Worked problem: Hahn echo of an electron in a natural-silicon dot, the homonuclear limit of collapse and revival

STATEMENT

One electron in a Si/SiO2 gate-defined dot, no micromagnet, B = 10 mT along z. 28Si and 30Si have spin 0. 29Si (I = 1/2, typical abundance 4.7 %) is the only nuclear species kept; 17O in the oxide is neglected. Nuclei unpolarised and uncorrelated. Echo: π/2 – τ – π – τ, ideal pulses, total time 2τ.

Inputs, all typical or assumed:
g = 2.00
γ(29Si)/2π = −8.465 MHz/T, γ(73Ge)/2π = −1.490 MHz/T
T2* = 1.0 µs, chosen to reproduce typical natural-Si dots
N = 10⁴ 29Si spins with couplings of size A
rms spread of 29Si Larmor frequencies from dipolar fields δω/2π = 100 Hz, modelled as static
pseudo-secular to contact coupling ratio ε = 0.03 (illustrative)

Find: (a) the frequency scales; (b) the echo W(τ) due to the transverse Overhauser field for several species; (c) its value for pure 29Si; (d) the modulation if 73Ge carried half of the Overhauser variance; (e) the loss from δω; (f) the modulation from ε.

SOLUTION

Conventions: ħ = 1 in H, frequencies angular (rad/s) unless divided by 2π.
H = ΩS_z + Σ_k ω_k I_k^z + S·h, h = Σ_k A_k I_k, Ω = gμB B/ħ, ω_k = −γ_k B. Only A_k² and |A_k − A_l| enter below, so the sign of A_k is immaterial.

(a) Scales
Ω/2π = 279.9 MHz, Ω = 1.759×10⁹ rad/s.
ω/2π = 84.65 kHz, ω/Ω = 3.0×10⁻⁴.
Each Cartesian component of h is Gaussian with variance σ² = Σ A_k² I(I+1)/3 = NA²/4. Free decay from static h_z: exp(−σ²t²/2) = exp[−(t/T2*)²], so
σ = √2/T2* = 1.414×10⁶ rad/s, σ/2π = 225.1 kHz (8.04 µT), σ/Ω = 8.0×10⁻⁴,
A = 2σ/√N = 2.83×10⁴ rad/s, A/2π = 4.50 kHz.

(b) Why the echo collapses and revives
Flip-flop term (S⁺h⁻ + S⁻h⁺)/2, h^± = h_x ± ih_y. Second order, denominator Ω − ω ≈ Ω: +h⁻h⁺/4Ω for electron up, −h⁺h⁻/4Ω for down. With h^∓h^± = h⊥² ∓ Σ A_k² I_k^z and h⊥² = h_x² + h_y²:

H_± = Σ_k (ω_k − A_k²/4Ω) I_k^z ± K, K = (Ω + h_z)/2 + h⊥²/4Ω.

Qubit frequency shift: h_z + h⊥²/2Ω. Mean of the second term: σ²/Ω = 1137 rad/s (181 Hz); its inverse is 0.88 ms.

Group the nuclei by Larmor frequency, variance σ_k² per component in group k, and treat h⁺(t) = Σ_k h_k e^(iω_k t) as a classical field with ⟨|h_k|²⟩ = 2σ_k². Static h_z cancels in the echo. With ω_kl = ω_k − ω_l the remaining phase is

φ = (1/2Ω) Σ_kl h_k h_l* G(ω_kl),
G(ω) = ∫₀^τ e^(iωt)dt − ∫_τ^2τ e^(iωt)dt = −4i e^(iωτ) sin²(ωτ/2)/ω.

Put h_k = √2 σ_k z_k: φ = Σ z_k T_kl z_l*, T_kl = σ_kσ_l G(ω_kl)/Ω, Hermitian. Each eigenmode has |z|² exponentially distributed with mean 1 and gives ∫₀^∞ e^(−s) e^(iλs) ds = 1/(1 − iλ). Hence W = 1/det(1 − iT). G(0) = 0, so the diagonal vanishes. Two species: eigenvalues ±λ,

W(τ) = 1/(1 + λ²), λ = (4σ₁σ₂/Ωω₁₂) sin²(ω₁₂τ/2).

Revival, W = 1: ω₁₂τ = 2πn. Deepest collapse: ω₁₂τ = (2n+1)π, λmax = 4σ₁σ₂/Ωω₁₂ ∝ B⁻², depth 1 − W ≈ λmax² ∝ B⁻⁴ once λmax ≪ 1.

(c) One species
All ω_kl = 0, so T = 0 and W = 1 at every τ: h⊥ rotates rigidly at ω and its length is static. The limit is smooth. At fixed τ, G → −iωτ², so λ → σ₁σ₂ω₁₂τ²/Ω → 0 while the first revival 2π/ω₁₂ moves to infinity. No revival, because no collapse.

The Knight shifts ±A_k/2 do not spoil this. Drop A_k²/4Ω for now. H_± = ωJ_z ± K with J_z = Σ I_k^z and [K, J_z] = 0 for any set of A_k. With U_± = exp(−iH_±τ): U₋U₊ = U₊U₋ = exp(−2iωJ_zτ), so W = Tr[(U₊U₋)†U₋U₊]/2^N = 1. The Knight shifts sit in K and reverse at the π pulse. The tilt of the electron axis by h⊥/Ω leaves a loss of order (σ/Ω)² = 6.5×10⁻⁷.

(d) Reference case with a second species
σ₁² = σ₂² = σ²/2 maximises σ₁σ₂ at fixed σ². Quadrupole shifts of 73Ge are ignored; they would blur the revivals.
ω₁₂/2π = (8.465 − 1.490) MHz/T × 10 mT = 69.75 kHz, ω₁₂ = 4.383×10⁵ rad/s.
First minimum τ = 7.2 µs, first revival τ = 14.3 µs.
λmax = 2σ²/Ωω₁₂ = 2 × 1137/4.383×10⁵ = 5.19×10⁻³, depth 2.7×10⁻⁵.
λmax = 1 needs B = 10 mT × √λmax = 0.72 mT. There ω₁₂/2π = 5.0 kHz rivals A/2π, the Knight shifts neglected in (b) matter, and the field is an order of magnitude only. Even with a second species this bath is too weak for a visible collapse at 10 mT.

(e) Residual spread within 29Si
Only shifts independent of the electron state break (c).
A²/4Ω = 0.114 rad/s (0.018 Hz): negligible against δω = 628 rad/s.

For δωτ ≪ 1, T_kl ≈ −i(τ²/Ω) σ_kσ_l(ω_k − ω_l); the phase e^(iω_kl τ) is absorbed in z_k. With vectors u_k = σ_kω_k, v_k = σ_k this is −i(τ²/Ω)(uvᵀ − vuᵀ), rank 2, eigenvalues ±(τ²/Ω)√(u²v² − (u·v)²) = ±σ²δωτ²/Ω, δω the σ_k²-weighted rms. So

W = 1/[1 + (τ/τc)⁴], τc = (Ω/σ²δω)^(1/2) = (1137 × 628 s⁻²)^(−1/2) = 1.18 ms.

A continuous spread has no common period, hence no revival. At τ = 0.1 ms: δωτ = 0.063, λ = 7.1×10⁻³, 1 − W = 5.1×10⁻⁵.

Knight shifts now matter. Let f = +1 before the pulse, −1 after, Φ(t) = ∫₀^t f dt′, A_kl = A_k − A_l. The pair phase is ω_kl t ± A_klΦ/2 on the two electron branches; their mean gives G = ∫ f e^(iω_kl t) cos(A_klΦ/2) dt. To first order in ω_kl:
G = −iω_kl τ² [sin x/x]², x = A_klτ/4.
Every |T_kl| shrinks, and with it the leading loss ½Σ|T_kl|². In a real dot A_kl is of order A. For A_kl = A: x = 0.71 and factor 0.84 at τ = 0.1 ms; x = 8.4 and factor ≤ 1/x² = 0.014 at τc, where also δωτc = 0.74 is not small. So 5×10⁻⁵ is an upper estimate, and τc ≈ 1.2 ms marks the earliest onset, not a decay time. In (d), x = 0.05 at the first minimum, harmless at 10 mT.

(f) A revival that one species can give
Anisotropic hyperfine coupling adds S_z Σ B_k I_k^x, B_k = εA_k. A small tilt angle between electron and nuclear quantisation axes acts likewise. For an axial tensor B_k vanishes with B along or normal to the axis. The term is linear in the transverse nuclear spin and oscillates at ω itself. Gaussian phase, variance ε²σ²|G(ω)|²:

W = exp[−8(εσ/ω)² sin⁴(ωτ/2)].

εσ/ω = 0.03 × 225.1/84.65 = 0.080, exponent 0.051, depth 5.0 %, revivals at τ = n × 11.8 µs, depth ∝ ε²B⁻². It exceeds everything in (c)–(e) by about three orders of magnitude, though its size rests on the illustrative ε.

Model losses 1 − W
mechanism | 10 mT | 100 mT | revival condition
h⊥², equal Larmor frequencies | 0 | 0 | none
axis tilt (order) | 6.5×10⁻⁷ | 6.5×10⁻⁹ | not treated
h⊥², δω, τ = 0.1 ms | ≲ 5.1×10⁻⁵ | ≲ 5.1×10⁻⁷ | none
h⊥², 73Ge reference | 2.7×10⁻⁵ | 2.7×10⁻⁹ | ω₁₂τ = 2πn
pseudo-secular | 5.0×10⁻² | 5.1×10⁻⁴ | ωτ = 2πn

These numbers are the model's. Echoes in natural-Si dots typically decay within tens to hundreds of µs, through dipolar flip-flops that make h_z drift and through charge noise, both absent here. At τ = 0.1 ms the typical loss is of order one, so the transverse-field loss of (e) lies some four orders of magnitude below it. The |h⊥|² mechanism neither limits nor modulates the 29Si echo, and a periodic revival at the 29Si Larmor period points to a linear coupling as in (f).